## Question

Zr₂N was calculated at six volumes with a meta-GGA density functional. At each fixed volume the shape of the cell and the positions of the atoms were relaxed.

Zr₂N (P4₂/mnm) in Ansatz 0.2.0: r2SCAN, PAW, plane waves to 500 eV, no spin polarization, 8×8×10 k mesh, Gaussian smearing of 0.1 eV. Cell shape and atoms were relaxed at fixed volume to forces below 0.01 eV/Å. Energies are at zero smearing, relative to the elements' standard crystals or gases in the same functional; positive pressure means compression.

```tsv
volume (relaxed cell) (Å³/atom)	c/a (relaxed cell)	shortest distance (relaxed cell) (Å)	energy over elements (eV/atom)	pressure (GPa)
14.205	0.6126	2.157	-1.225	30.16
14.689	0.6119	2.186	-1.302	20.88
15.173	0.6112	2.214	-1.353	12.86
15.657	0.6103	2.243	-1.381	5.94
16.626	0.6080	2.287	-1.382	-5.09
17.110	0.6064	2.303	-1.360	-9.43
```

Nitrogen sits at the corners and the centre of a tetragonal cell with edges $a$, $a$ and $c$. Zirconium lies on diagonals of the square faces and of the parallel square at half height, and may slide along them without breaking the symmetry. Each nitrogen has six zirconium neighbours of two kinds: a pair at distance $p$ and a set of four at distance $q$. The column "shortest distance" gives the smaller of $p$ and $q$, without saying which it is.

From 15.173 to 15.657 Å³/atom this distance grows by 0.029 Å. In the last step, which is just as large in volume, it grows by only 0.016 Å. Three explanations are proposed:

1. The cell changes its proportions and carries the atoms along at fixed fractional positions.
2. One kind of Zr–N bond is the shortest throughout, and near the equilibrium volume it begins to resist stretching.
3. Both kinds of bond lengthen smoothly but at different rates, and they exchange rank.

Decide between them as far as the data allow.

## Model answer

**The geometry.** Take the nitrogen at the corner and a zirconium on the diagonal at distance $p$ from it. Half the diagonal of the square is $a/\sqrt2$, so this zirconium is $a/\sqrt2-p$ away from the vertical line through the centre of the cell. The central nitrogen lies on that line, higher by $c/2$. Pythagoras then gives

$$q^2=\left(\frac{a}{\sqrt2}-p\right)^2+\frac{c^2}{4}.$$

Once the cell edges and one distance are known, the other distance follows. A zirconium that slides away from its nearest corner lengthens $p$ and shortens $q$.

**The first explanation fails.** If the fractional positions were fixed, $p/a$ would stay constant. The ratio $q/a$ would fall, because $c/a$ falls at every step. The shortest distance divided by $a$ could therefore never rise, yet it rises from 0.4163 to 0.4185 over the first four rows. Zirconium must move within the cell as the volume changes.

**Why it moves.** Each zirconium touches one nitrogen at distance $p$ and two at distance $q$, and it rests where the forces along the diagonal cancel. Expansion changes these forces at different rates, so the point of balance shifts. As long as the crystal stays in the same energy minimum, that shift is gradual, and $p$ and $q$ are both smooth functions of volume. The smaller of two smooth functions need not be smooth: it has a kink where they cross.

**Which way the kink points.** Suppose two distances both grow with volume and cross. Before the crossing the shorter one must be the faster-growing one, since otherwise it could not catch up. After the crossing the shorter one is the slower-growing one. The growth of the shortest distance therefore drops at such a crossing, which looks just like a bond turning stiff.

**A worked test.** The first four shortest distances lie close to a straight line in volume. Continued to 17.110 Å³/atom, the line gives 2.329 Å, while the table has 2.303 Å. If the third explanation holds, the bond that was shortest under compression should still be found near the line, although it is no longer the shortest.

The relaxed cell of that row has $a=5.532$ Å and $c=3.355$ Å, so $a/\sqrt2=3.912$ Å and $c/2=1.6775$ Å. If the tabulated distance belongs to the set of four, the pair is at

$$p=3.912-\sqrt{2.303^2-1.6775^2}=2.334\ \text{Å}.$$

If it belongs to the pair instead, the set of four is at

$$q=\sqrt{(3.912-2.303)^2+1.6775^2}=2.324\ \text{Å}.$$

Either way, the hidden distance lies within about 0.005 Å of the continued line, whereas the tabulated one misses it by 0.026 Å. This row took no part in the straight-line fit. The bond followed through the compressed rows has apparently kept its pace, and the column has switched to the other kind.

**What the second explanation would require.** If one kind stayed shortest throughout, the gap to the other kind would shrink to about 0.01 Å and then open again. One bond would have to slow down just as the other speeded up, at the very volume where they are nearly equal. The geometry permits this, and a single sudden turn in the sliding of zirconium would cause both changes. But that turn would have to come just where the two distances are nearly equal, and have just the size that puts the hidden distance close to the continued line. An exchange of rank needs no such coincidence.

**The pressure shows no stiffening either.** A standard equation of state (Birch–Murnaghan, with the pressure derivative of the bulk modulus set to 4) was fitted to the four compressed rows. It predicts −9.42 GPa for the most expanded cell, where the calculation gives −9.43 GPa. A bond that suddenly hardened would be expected to disturb this curve. The test is weaker than the geometrical one, because pressure registers the response of the whole cell and a small local change could hide in it.

**Verdict.** The first explanation is excluded. The third is strongly favoured over the second, by the smoothness of the reconstructed distances and by the undisturbed pressure. It isn't strictly proved, since that would take the relaxed coordinates of zirconium, which the results at hand do not include.

## Remarks on the reasoning

**The data do not tell which kind of bond is shorter under compression.** The straight line falls midway between the two reconstructed distances, and both assignments give smooth curves. They imply opposite movements: in one the zirconium drifts away from its nearest corner nitrogen, relative to the cell, and in the other towards it. An answer that names the pair or the set of four as the shorter kind has gone beyond the evidence. A single zirconium coordinate from a compressed cell would settle the matter.

**The crossing is located only roughly.** Interpolation puts it near 16.0 or 16.2 Å³/atom, depending on the assignment. There all six Zr–N distances around a nitrogen would be equal. The pressure passes through zero in the same region, but nothing here shows that the two events are connected.

**The energies offer a similar trap.** The values −1.381 and −1.382 eV/atom, at 15.657 and 16.626 Å³/atom, may look like a plateau and so seem to support a change in the crystal. The pressure is positive in the first of these cells and negative in the second. They stand on opposite slopes of one ordinary minimum, which lies between them.

**Comparing only the end rows hides the effect.** Over the whole series the shortest distance grows by 6.8%, and the cube root of the volume by 6.4%. That looks almost like uniform scaling. If the bonds exchange rank, the agreement arises because a fast-growing bond is reported in the first part and a slow-growing one in the second. Anyone who uses bond lengths to judge strain in such a crystal should follow each kind separately, or take the mean over all six neighbours.

**The argument carries over to other crystals with two kinds of contact of similar length.** Divide the gap between them by the difference of their growth rates, and the result estimates the change of volume that brings them level, as long as the rates stay nearly constant. Here, if the pair is the shorter kind, the gap at the smallest volume is 0.032 Å. It closes at first by about 0.016 Å for each Å³/atom, so the crossing should come some 2 Å³/atom later, close to where it is found. The output printed after this text lists the gaps and growth rates for both assignments.

Numerical output:

```
Gaps in Å and slopes in Å per (Å³/atom):
     row  d_min/a  gap if min is pair  gap if min is four  slope d_min   pair A   four A   pair B   four B
  14.205   0.4163             0.03164             0.04633          n/a      n/a      n/a      n/a      n/a
  14.689    0.417             0.02402             0.03512      0.05992  0.05992  0.04417  0.03676  0.05992
  15.173   0.4177             0.01719             0.02511      0.05785  0.05785  0.04375  0.03716  0.05785
  15.657   0.4185            0.007858             0.01146      0.05992  0.05992  0.04063  0.03171  0.05992
  16.626   0.4178              0.0106             0.01542      0.04541  0.06132   0.0373  0.03358  0.05635
   17.11   0.4163             0.02106             0.03057      0.03306  0.06437  0.03306  0.03306  0.05466
fit of d_min on 4 rows (vol < 16): constant 1.318 +/- 0.0044, coefficient of vol 0.05909 +/- 0.00029; rms 0.000224, worst 14.689 -0.0003, leave-one-out rms 0.000384
  rows outside the fit (model, value, miss): 16.626 2.3, 2.287, 0.0132; 17.11 2.329, 2.303, 0.0258
Continued line less pair distance in expanded rows, exchange A, Å: -0.002261, -0.004815
Continued line less four-fold distance in expanded rows, exchange B, Å: 0.002555, 0.004701
Volume of equal distances, exchange A, Å³/atom: 15.98
Volume of equal distances, exchange B, Å³/atom: 16.16
Growth of d_min over the series, %: 6.769
Growth of cube root of volume, %: 6.399
Growth of mean Zr-N distance, exchange A, %: 6.203
Growth of mean Zr-N distance, exchange B, %: 6.656
fit of pressure on 4 rows (vol < 16): coefficient of 1.5*((s/vol)**(7/3) - (s/vol)**(5/3)) 182.4 +/- 0.19, s 16.15; rms 0.0287, worst 14.689 -0.036, leave-one-out rms 0.0798
  rows outside the fit (model, value, miss): 16.626 -5.041, -5.09, 0.0485; 17.11 -9.422, -9.43, 0.00817
```
